Margin comments on the Moleko–Allnatt sum rule for the random alloy

1. Premises and notation.
(P1) A rigid cubic lattice has N sites in a volume V with periodic boundaries; n = N/V. Each site has z jump vectors s of equal length s, with Σ_s s = 0 and Σ_s s_α s_β = (z s²/3) δ_αβ. For fcc z = 12 and s² = a²/2, so z s²/6 = a².
(P2) Each site holds one atom of species i = 1…m or a vacancy. In a configuration η the occupation numbers p_i(r), p_V(r) are 0 or 1 and Σ_i p_i + p_V = 1. The x_i and x_V are site fractions, Σ_i x_i + x_V = 1.
(P3) The dynamics is a Markov process. An atom of species i next to a vacancy exchanges with it at rate w_i > 0 per bond, whatever sits on the other sites.
Nothing is assumed about the size of x_V. Fluxes J_i (atoms m⁻² s⁻¹) are taken relative to the lattice, μ is per atom, and
J_i = Σ_j L_ij X_j, X_j = −∇(μ_j − μ_V). (1)

2. Randomness is a consequence of (P3). A jump and its reverse move the same atom, so both have rate w_i. The rate matrix is symmetric, and equal weight for all configurations of given composition satisfies detailed balance. Two things follow. For r ≠ r′, ⟨p_i(r) p_V(r′)⟩ = x_i x_V N/(N − 1) → x_i x_V. And the thermodynamics is ideal: μ_i = μ_i° + kT ln x_i, μ_V = kT ln(x_V/x_V^eq), with x_V^eq independent of composition.

3. Displacement, drift, time reversal. Let R_i(t) be the sum of all jump vectors made by atoms of species i between 0 and t. Its expected rate of change in configuration η is the drift
v_i(η) = w_i Σ_r Σ_s s p_i(r) p_V(r + s). (2)
The probability density of a path is the weight of the initial state, times the rates of the jumps made, times exp(−∫ total escape rate dt). By comment 2 the path run backwards has the same density. Reversal exchanges η_0 and η_t, turns R_i into −R_i, and leaves any integral ∫₀ᵗ u(η_τ) dτ unchanged. This is used twice below.

4. Why L is a displacement covariance. Let a weak uniform force F_j act on species j. Detailed balance fixes the ratio of forward to backward rate, exp(F_j·s/kT); take the rate w_j(1 + F_j·s/2kT). A different split multiplies both rates by a common factor, which changes the path weight by a term even under reversal and cannot contribute to ⟨R_i⟩ in first order. The jumps multiply the path weight by 1 + Σ_j F_j·R_j/2kT, and the escape rate rises by Σ_j F_j·v_j/2kT, so
⟨R_i⟩_F = Σ_j ⟨R_i [F_j·(R_j − ∫₀ᵗ v_j dτ)]⟩/2kT.
R_i is odd and ∫v_j dτ is even under reversal, so their product averages to zero. Cubic symmetry gives ⟨R_iα R_jβ⟩ = δ_αβ ⟨R_i·R_j⟩/3. With J_i = ⟨R_i⟩_F/(Vt),
L_ij = lim (t → ∞) ⟨R_i·R_j⟩/(6 V kT t), (3)
which is symmetric in i and j by inspection. To pass from F_j to X_j, note that placing an atom j on a site removes a vacancy. Equilibrium in slowly varying potentials U_j(r) therefore means μ_j − μ_V + U_j = const, and all fluxes vanish when F_j = ∇(μ_j − μ_V) for every j. A flux linear in forces and gradients can then depend only on F_j − ∇(μ_j − μ_V), which is (1). This step assumes local equilibrium, that is, gradients small over a jump length.

5. Where correlation enters. A jump s of an atom of species k changes R_i·R_j by δ_ik s·R_j + δ_jk s·R_i + δ_ik δ_jk s². Weighting with the rates and averaging,
d⟨R_i·R_j⟩/dt = δ_ij γ_i + ⟨v_i(η_t)·R_j(t)⟩ + ⟨v_j(η_t)·R_i(t)⟩,
γ_i = w_i s² Σ_r Σ_s ⟨p_i(r) p_V(r + s)⟩ = N z s² w_i x_i x_V.
Reversal gives ⟨v_i(η_t)·R_j(t)⟩ = −⟨v_i(η_0)·R_j(t)⟩. Given η_0, the mean of R_j(t) is the integral of the mean drift, so this equals −∫₀ᵗ C_ij(τ) dτ with C_ij(τ) = ⟨v_i(η_0)·v_j(η_τ)⟩. Reversal also gives C_ij = C_ji. Hence
d⟨R_i·R_j⟩/dt = δ_ij γ_i − 2∫₀ᵗ C_ij(τ) dτ. (4)
The first term is the uncorrelated walk. Divided by 6VkT it is
L_ii(0) = K x_i w_i, K = n x_V z s²/(6kT). (5)
The prefactor is the number of sites per unit volume, since (3) carries 1/V. All correlation effects sit in C_ij, which is not known in closed form for a cubic lattice.

6. The one identity that carries the result. Divide (2) by w_j, sum over species and use Σ_j p_j = 1 − p_V:
Σ_j v_j/w_j = Σ_r Σ_s s p_V(r + s) − Σ_r Σ_s s p_V(r) p_V(r + s).
In the first sum each vacant site collects all z vectors pointing to it, and these add to zero by (P1). In the second each pair of neighbouring vacancies appears twice, with s and with −s. So
Σ_j v_j(η)/w_j = 0 for every configuration η. (6)
The division by w_j could be taken outside the lattice sum only because of (P3). In words: weight each atom's jump by 1/w and a vacancy has no preferred direction, whatever its surroundings.

7. The sum rule. From (6), Σ_j C_ij(τ)/w_j = 0 at every τ. Multiply (4) by w_i/w_j and sum over j: the integral drops out, and Σ_j (w_i/w_j)⟨R_i·R_j⟩ = γ_i t at every t. With (3) and (5),
Σ_j L_ij w_i/w_j = L_ii(0) = n x_i x_V z w_i s²/(6kT), i = 1…m. (7)
This is the relation of Moleko and Allnatt (1988). No decoupling and no expansion in x_V was made. The symmetric matrix has m(m + 1)/2 elements and (7) supplies m independent relations (each contains a different diagonal element), which leaves m(m − 1)/2 unknowns, the off-diagonal ones.

8. A case solved by hand. Put A, B and one vacancy on a ring of three sites with s = 1. Up to translation there are two states, A-V-B and B-V-A, and either jump carries one into the other, at total rate w_A + w_B. The drifts are (v_A, v_B) = (w_A, −w_B) and (−w_A, w_B), which obey (6). A function that changes sign between the states decays at rate 2(w_A + w_B), and γ_i = w_i. Equation (4) gives at long times
⟨R_A²⟩/t → w_A − w_A²/(w_A + w_B) = w_A w_B/(w_A + w_B), ⟨R_A R_B⟩/t → w_A w_B/(w_A + w_B).
Then ⟨R_A²⟩/t + (w_A/w_B)⟨R_A R_B⟩/t = w_A, as comment 7 requires.

9. What the rule does not fix. For m = 1 it gives L_AA = L_AA(0): collective motion in a pure crystal is uncorrelated. Label a dilute fraction of the atoms A* with the same w. Then L_A*A* = f₀ L_A*A*(0) defines the tracer correlation factor f₀, and (7) yields only L_A*A = (1 − f₀) L_A*A*(0). The rule relates coefficients and leaves correlation factors undetermined.

10. Binary alloy: one unknown, with bounds. Write ℓ = L_AB. From (7),
L_AA = K x_A w_A − ℓ w_A/w_B, L_BB = K x_B w_B − ℓ w_B/w_A. (8)
By (6), v_B = −(w_B/w_A) v_A, so C_AB = −(w_B/w_A) C_AA. The rate matrix is symmetric with non-positive eigenvalues, so C_AA(τ) is a sum of decaying exponentials with non-negative weights, and (4) gives ℓ ≥ 0. Multiplying out (8), the ℓ² terms cancel:
det L = K² x_A x_B w_A w_B g, g = 1 − (ℓ/K)[1/(x_A w_B) + 1/(x_B w_A)]. (9)
L is a covariance matrix by (3), so det L ≥ 0 and 0 ≤ g ≤ 1.

11. Intrinsic diffusivities. Suppose sources and sinks of vacancies hold μ_V = 0 everywhere. By comment 2, x_V is then uniform, ∇x_A = −∇x_B, and X_i = −kT ∇x_i/x_i. Define J_i = −D_i n ∇x_i in the lattice frame. From (1),
D_A = (kT/n)(L_AA/x_A − ℓ/x_B), D_B = (kT/n)(L_BB/x_B − ℓ/x_A).
Insert (8). For A the bracket is K w_A − ℓ w_A/(x_A w_B) − ℓ/x_B = K w_A g, and for B it is K w_B g in the same way. So
D_i = (z s²/6) x_V w_i g, D_A/D_B = w_A/w_B provided g > 0. (10)
The proviso matters. On the ring of comment 8 det L = 0: atoms in single file cannot interdiffuse and the ratio is 0/0.
For x_V ≪ 1 and constant n, the lattice moves at v_K = −(J_A + J_B)/n = (D_B − D_A)∇x_B. The flux of B in the frame of the sample ends is J_B + n x_B v_K = −D̃ n ∇x_B with D̃ = x_A D_B + x_B D_A. The unknown g cancels again:
(D_B − D_A)/D̃ = (w_B − w_A)/(x_A w_B + x_B w_A). (11)

12. A second route that tests factor and sign. Multiply (1) by 1/w_i, sum over i, and use symmetry and (7): Σ_i J_i/w_i = K Σ_j x_j X_j. The Gibbs–Duhem relation Σ_j x_j ∇μ_j + x_V ∇μ_V = 0 gives Σ_j x_j X_j = x_V ∇μ_V + (1 − x_V)∇μ_V, so
Σ_i J_i/w_i = K ∇μ_V = (n z s²/6) ∇x_V. (12)
The same follows without any L. On a bond from r to r + s the net rates divided by w_i add to [1 − p_V(r)] p_V(r + s) − [1 − p_V(r + s)] p_V(r) = p_V(r + s) − p_V(r). Averaging, with z/2 bonds per site, gives (n/2) Σ_s s (s·∇x_V) = (n z s²/6)∇x_V. With ∇x_V = 0, (12) reads J_A/w_A = −J_B/w_B, which is the ratio in (10).

13. Closing the problem needs an approximation. Setting ℓ = 0 and L_ii = f_i L_ii(0), with f_i < 1 the tracer correlation factors, is Darken's scheme; it gives f_i L_ii(0) on the left of (7) and so violates the rule. Manning's approximation (1971) for x_V → 0, quoted here without derivation, is
f_i = H/(H + 2w_i), Σ_i x_i f_i = f₀,
L_ij = K[x_i w_i f_i δ_ij + 2 (x_i w_i f_i)(x_j w_j f_j)/(f₀ H)], (13)
where the second relation fixes the vacancy escape frequency H. It obeys the rule: Σ_j L_ij w_i/w_j = K x_i w_i f_i [1 + 2w_i Σ_j x_j f_j/(f₀H)] = K x_i w_i f_i (H + 2w_i)/H = K x_i w_i. In (9), using 2w_i/H = (1 − f_i)/f_i,
1 − g = [x_B f_B(1 − f_A) + x_A f_A(1 − f_B)]/f₀ = (f₀ − f_A f_B)/f₀,
so g = f_A f_B/f₀. With tracer diffusivities D_i* = (z s²/6) x_V w_i f_i the vacancy-wind factors are D_A/D_A* = f_B/f₀ and D_B/D_B* = f_A/f₀. Obeying (7) is necessary for a correct ℓ and does not establish it.

14. Range of validity. Equation (7) is exact for any m, any composition and any x_V under (P1)–(P3). Equations (10) and (11) need in addition μ_V = 0 and g > 0. The limits are these.
(a) Rates that depend on neighbours. The factor w_j stays inside the sum in (2) and (6) fails. A non-ideal alloy necessarily has such rates, since symmetric rates force ideality. A thermodynamic factor d ln(activity)/d ln x is common to D_A and D_B by Gibbs–Duhem and would cancel in their ratio, but its departure from unity signals that (P3) holds at best for averaged, composition-dependent w_i(x). The ratio D_A/D_B then defines an effective frequency ratio.
(b) Vacancies out of equilibrium. Let ε = d ln(x_V/x_V^eq)/dx_B along the profile, x_V ≪ 1. Each X_j gains kT ε ∇x_B, and the apparent coefficients are
D_A′ = D_A + (kT/n)(L_AA + ℓ) ε, D_B′ = D_B − (kT/n)(L_BB + ℓ) ε. (14)
Vacancies flow to the side rich in the faster species B, so imperfect sinks give ε > 0 and pull the ratio towards unity.
(c) Other mechanisms: bound divacancies with their own frequencies, interstitials, grain boundaries, and ordered phases with inequivalent sublattices lie outside (P1)–(P3).

15. Illustration: fcc Ag–20 at.% Cd at 873 K, A = Ag, B = Cd, x_Ag = 0.8, x_Cd = 0.2.
Inputs. The frequency ratio ρ = w_Cd/w_Ag = 4 is an assumed value of typical size, and f₀ ≈ 0.7815 for fcc. The absolute scale uses pure-Ag parameters for the host: a ≈ 4.09 Å at 293 K, vacancy formation enthalpy ≈ 1.11 eV and entropy ≈ 1.5 k, migration enthalpy ≈ 0.66 eV (all approximate; migration entropy set to zero), and two measured values for Ag, the linear expansion 18.9×10⁻⁶ K⁻¹ (293 K, as listed by Kaye and Laby Online, NPL) and the Debye temperature θ = 215 K (temperature not stated, as listed by Wikipedia). Intermediate values are carried unrounded.
Scale. kT = 0.0752 eV. Holding the expansion coefficient constant over 580 K gives 1.1 %, so a = 4.13 Å and n = 4/a³ = 5.7×10²⁸ m⁻³. With the attempt frequency taken as k θ/h = 4.5×10¹² s⁻¹, w_Ag = 6.9×10⁸ s⁻¹, and x_V = exp(1.5 − 1.11 eV/kT) = 1.8×10⁻⁶. Then D₀ = a² x_V w_Ag = 2.1×10⁻¹⁶ m² s⁻¹ and Λ = K w_Ag = n D₀/kT = 1.6×10¹⁴ m⁻¹ s⁻¹ eV⁻¹. This scale is an order-of-magnitude estimate: 0.05 eV in either enthalpy changes it by a factor exp(0.05 eV/kT) = 1.9.
Exact within the model, for ρ = 4: L_AgAg(0) = x_Ag Λ = 0.8 Λ, L_CdCd(0) = x_Cd ρ Λ = 0.8 Λ, D_Cd/D_Ag = 4, the ratio (11) is 0.882, and (9) confines ℓ between 0 and x_Ag x_Cd ρ Λ/(x_Ag ρ + x_Cd) = 0.188 Λ.
With (13); the figures show the arithmetic and are not the accuracy of the model for the alloy. The condition 0.8 y/(y + 2) + 0.2 y/(y + 8) = 0.7815 for y = H/w_Ag has the positive root 10.24, so f_Ag = 0.837 and f_Cd = 0.561. Then L_AgAg = 0.7812 Λ, ℓ = 0.0751 Λ, L_CdCd = 0.4995 Λ. The rule closes: 0.7812 + 0.0188 = 0.8000 for Ag (second term ℓ/ρ) and 0.4995 + 0.3005 = 0.8000 for Cd (second term ρℓ). Further g = 0.601, D_Ag = 0.601 D₀, D_Cd = 2.403 D₀ ≈ 5×10⁻¹⁶ m² s⁻¹ and D̃ = 2.04 D₀ ≈ 4×10⁻¹⁶ m² s⁻¹.
The tracer values are D_Ag* = 0.837 D₀ and D_Cd* = 2.245 D₀, in the ratio 2.68. The wind factors 0.718 (Ag) and 1.070 (Cd) raise this to 4.00. Darken's scheme with these f_i misses the sum rule by 16 % for Ag and 44 % for Cd, and gives 0.72 for the left side of (11).
Size of what is neglected. The assumed ratio corresponds to a barrier difference kT ln ρ = 0.10 eV. A neighbour-dependent shift of the typical order 0.05 eV changes individual rates by the factor 1.9 found above, half the effect on a logarithmic scale, and Ag–Cd is not an ideal solution, so ρ is an effective ratio. For vacancies, (14) reads D_Ag′/D₀ = 0.601 + 0.856 ε and D_Cd′/D₀ = 2.403 − 0.575 ε. Take ε = 0.1, a 2 % difference in supersaturation across a composition step of 0.2. This gives 0.686 and 2.346, and the apparent ratio falls from 4 to 3.4. The corresponding change of μ_V is 0.02 kT; a stress σ normal to the sinks shifts μ_V by about σ/n, so a stress difference of order 14 MPa has a similar effect. With no sinks at all J_Ag + J_Cd = 0, which requires ε = 1.26 and makes the apparent ratio unity, while (7) itself remains exact.